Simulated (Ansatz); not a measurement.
## Appearance energy of a fragment ion: C3H3F3O → [CF3]+ + C2H3O + e⁻

Species: C3H3F3O (3,3,3-trifluoropropanal) `O=CCC(F)(F)F`, singlet; [CF3]+ `F[C+](F)F`, singlet; C2H3O (vinyloxy radical) `C=C[O]`, doublet. 

Shapes, held fixed at every level: PBE0-D4/def2-TZVP. Flexible molecules stand in one conformer, not always the lowest. Programs: Ansatz 0.2.0. Electronic energies: no zero-point or thermal term.

```json
{"level": "HF/def2-SVP", "kind": "Hartree–Fock", "ΔE (eV)": "+11.74", "CPU time (sum over the molecules)": "–"}
{"level": "HF/def2-TZVPP", "kind": "Hartree–Fock", "ΔE (eV)": "+11.44", "CPU time (sum over the molecules)": "–"}
{"level": "r2SCAN-D4/def2-TZVPP", "kind": "meta-GGA", "ΔE (eV)": "+12.71", "CPU time (sum over the molecules)": "33 s"}
{"level": "B3LYP-D4/def2-TZVPP", "kind": "global hybrid", "ΔE (eV)": "+12.88", "CPU time (sum over the molecules)": "27 s"}
{"level": "r2SCAN0-D4/def2-TZVPP", "kind": "global hybrid", "ΔE (eV)": "+12.84", "CPU time (sum over the molecules)": "29 s"}
{"level": "wB97X-V/def2-TZVPP", "kind": "range-separated hybrid", "ΔE (eV)": "+13.01", "CPU time (sum over the molecules)": "45 s"}
{"level": "B2PLYP/def2-TZVPP", "kind": "double hybrid", "ΔE (eV)": "+12.82", "CPU time (sum over the molecules)": "35 s"}
```

B2PLYP/def2-TZVPP gives ΔE = +12.82 eV; the levels span +11.44 to +13.01. The median of the levels is +12.82. No measured value is set beside it here. Spin contamination: C2H3O (⟨S²⟩ up to 0.92). Open shells run unrestricted unless RO is named. The onset seen in experiment also holds zero-point changes and kinetic shifts. Times are processor times on shared x86 and Arm servers, and rough.

Making CF3+ from the aldehyde costs close to 13 eV at every level that includes electron correlation, while Hartree–Fock falls more than 1 eV lower. The reaction breaks the C–C σ pair and removes an electron, so the intact molecule has more correlation energy to lose than the fragments retain. Neglecting it makes dissociative ionisation look too easy. Basis incompleteness does not explain the gap, since the larger basis lowers the Hartree–Fock value further, from +11.74 to +11.44 eV.

Both products are electronically stabilised. Fluorine lone pairs donate into the empty carbon p orbital of planar CF3+, partly offsetting the σ withdrawal, and the vinyloxy radical spreads its unpaired electron over oxygen and the terminal carbon. These effects reduce the cost of cleavage but do not remove the large ionisation contribution. The energies support a threshold for this particular charge and fragment assignment, not its preference over competing channels such as formation of HCO+ or of a rearranged acetyl cation.
